**Q:** This calculation on gadolinium trichloride gives a smooth energy curve and a gap that changes steadily with volume. Is there anything in it that I should distrust?

GdCl3 in the cubic BiF3 structure type (ferromagnetic, 4 atoms per cell), computed with Ansatz 0.2.0 using spin-polarised, scalar-relativistic PBEsol and plane-wave PAW, with a 420 eV cutoff, an 8 × 8 × 8 k mesh and 0.05 eV Gaussian smearing. The cell is scaled uniformly from the relaxed reference cell. Pressure is positive in compression, and the gaps are Kohn-Sham gaps.

```csv
V/V(ref),volume (Å³/atom),energy less that of the reference cell (meV/atom),pressure (GPa),largest spin moment (muB),gap on the mesh (eV)
0.960,19.23,7.6,3.17,6.89,1.02
0.980,19.63,1.8,1.50,6.89,0.96
1.000,20.03,0.0,0.00,6.89,0.91
1.020,20.43,1.7,-1.34,6.89,0.86
1.040,20.83,6.6,-2.53,6.88,0.81
```

**A:** The gap, both in its size and in the way it responds to pressure. The energy and the pressure agree with each other: adding up the work of compression from the reference volume to V/V(ref) = 0.960 gives 7.6 meV/atom, the tabulated energy. That agreement tests the numerical consistency of the filled states. The gap also depends on where the empty levels lie, and the total energy feels those only through their mixing with filled ones.

**Q:** The gap at the reference volume is 0.91 eV. What makes you think that it is wrong?

**A:** The first warning is chemical. A solid with such a gap should absorb visible light and look dark, whereas gadolinium trichloride is colourless. The known crystal has a different structure from the cubic one computed here, so this is a reason for suspicion and not a measure of the error.

The second warning appears when the electrons are sorted by spin. The Gd³⁺ ion has seven 4f electrons, all of one spin, which I call the majority spin. At the reference volume, the gap for majority electrons alone is 0.91 + 1.24 = 2.15 eV, and for minority electrons alone it is 0.91 + 0.14 = 1.05 eV. The overall gap is smaller than both, so the highest filled level and the lowest empty level must have opposite spins.

**Q:** Which levels are they?

**A:** The highest filled level most probably belongs to chlorine 3p states of majority spin. In the minority channel, empty 4f levels lie above the 3p states and push them down when the two mix, which leaves the majority 3p states on top. With the spins the other way round, the minority 3p states would reach 1.24 eV higher than the majority ones, against the direction of this push. The lowest empty level therefore has minority spin, and it lies 1.24 eV below the lowest empty majority level.

That order points to the culprit. The majority 4f shell is full, so the empty majority levels must come from the broad 5d and 6s bands of gadolinium. Exchange with the 4f spins favours parallel 5d electrons, so minority 5d levels should lie higher than majority ones, not lower. The low minority level is therefore best explained as an empty 4f level, an assignment that rests on this argument and not on a direct look at the orbital.

**Q:** Why would PBEsol put an empty 4f level too low?

**A:** Consider the limit of a single Gd³⁺ ion. An eighth 4f electron must squeeze into a very compact shell that already holds seven, and their mutual repulsion makes this expensive. In an exact theory the energy needed to add charge to the shell jumps as soon as the seventh electron is in place. A semilocal functional such as PBEsol keeps the part of this jump that comes from exchange between parallel spins, but smooths out much of the rest. The empty level then carries only part of the cost and comes too low. In this solid it drops into the space between the chlorine states and the 5d band.

**Q:** Even if the gap is too small, can I still use its trend with pressure?

**A:** Only if the right levels form the gap, because different levels respond differently. Two limits show why. If the ions are pulled far apart, an electron gains energy by leaving Cl⁻ for Gd³⁺. It is the electrostatic potential of the surrounding ions in the crystal that holds the chlorine levels below the gadolinium levels. Compression increases the difference in this potential between the two kinds of ion and widens the gap.

In the opposite limit, the width of the bands decides. Compression broadens them, and if the bottom of the empty band sinks relative to the chlorine states, the gap narrows. A compact 4f level hardly overlaps with its neighbours and should stay closer to the first limit. The diffuse 5d states feel both effects, and here the second seems to win. From V/V(ref) = 0.960 to the reference volume, the minority gap shrinks by 0.12 eV while the majority gap grows by 0.08 eV. These signs fit the picture, although the calculation does not separate the two effects.

**Q:** Could I have found this with a simple formula?

**A:** In part. A formula can show that two gaps end on levels of different kinds, though not that one of those levels is misplaced. To see this, test the assumption that a material has one gap with one response to volume. If each small relative change of volume shifts the gap in proportion, the steps add up to

$$E_g(V) = E_0 + a\,\ln\frac{V}{V_{\mathrm{ref}}}.$$

Here $E_g$ is the gap, $E_0$ its value at the reference volume $V_{\mathrm{ref}}$, and $a$ the strength of the response. A fit to the overall gap in all five rows gives $a = -2.62$ eV and follows the data to about a thousandth of an eV. Taken alone, that success looks reassuring.

Now apply the same response to the majority gap, which was not part of the fit. At V/V(ref) = 0.960 the logarithm is −0.041, so the prediction is 2.15 + 2.62 × 0.041 = 2.26 eV. The calculation gives 2.07 eV. The formula predicts a wider gap under compression, and the computed one is narrower, so even the direction is wrong. If both empty edges were 5d states, they would be expected to respond alike, so the contrast supports the 4f assignment. The output printed below sets out this comparison.

**Q:** What would be left if the 4f levels were put right?

**A:** Take the limit in which the empty 4f levels are pushed far up and everything else stays fixed. The gap would then be the majority one, about 2.2 eV at the reference volume, and between there and V/V(ref) = 0.960 it would narrow under compression instead of widening. It would probably still be too small, since semilocal functionals generally underestimate gaps. The run also combined PBEsol with PAW datasets made for PBE, and the effect of that mismatch on the gaps was not tested. Nor was any magnetic order other than the ferromagnetic one. Calculations with open f shells can also settle in a state above the lowest without giving a warning. The half-filled shell, with one electron in each majority 4f orbital, makes this less likely here but does not rule it out. A run with a Hubbard term on the 4f shell, or with a hybrid functional, should raise the empty 4f levels and would test this picture. Until then, neither the tabulated gap nor the sign of its pressure response should be relied on.

**Q:** The energy does have a clear minimum. Does that at least mean that the structure is stable?

**A:** No, and the reason is again what the curve samples. In these five rows the cubic cell only grows or shrinks, so the minimum shows stability against a uniform change of size. A crystal can resist that and still give way when it is sheared or stretched along one direction. None of the runs shown here deforms the cell in that way, so they cannot settle the question. The makers of the data do warn, from tests outside these runs, that elastic constants find this structure unstable. That is a reason for caution, not a result of this calculation. The curve describes a constrained cubic form of the compound, and its stiffness should not be taken for that of the real crystal.

The analysis program printed:

```
fit of g on 5 rows: constant 0.9087 +/- 0.00049, coefficient of log(ratio) -2.623 +/- 0.017; rms 0.000842, worst 1.04 -0.00107, leave-one-out rms 0.00174
change of the overall gap from V/V(ref) 0.960 to 1.000 [eV]: -0.109
change of the majority-spin gap from 0.960 to 1.000 [eV]: 0.07822
change of the minority-spin gap from 0.960 to 1.000 [eV]: -0.1223
majority gap at 0.960 if it shared the shift of the overall gap [eV]: 2.258
majority gap at 0.960 as computed [eV]: 2.073
miss of the common shift, predicted less computed [eV]: 0.1853
minority conduction edge below the majority one at 0.960 [eV]: 1.056
minority conduction edge below the majority one at 1.000 [eV]: 1.243
minority valence edge below the majority one at 0.960 [eV]: 0.1567
minority valence edge below the majority one at 1.000 [eV]: 0.1434
change of the minority 4f population from 0.960 to 1.000 [percent]: 1.431
change of the minority 5d population from 0.960 to 1.000 [percent]: -4.001
energy at 0.960 from the pressures [meV/atom]: 7.631
energy at 0.960 in the table [meV/atom]: 7.6
energy at 1.040 from the pressures [meV/atom]: 6.566
energy at 1.040 in the table [meV/atom]: 6.6
```
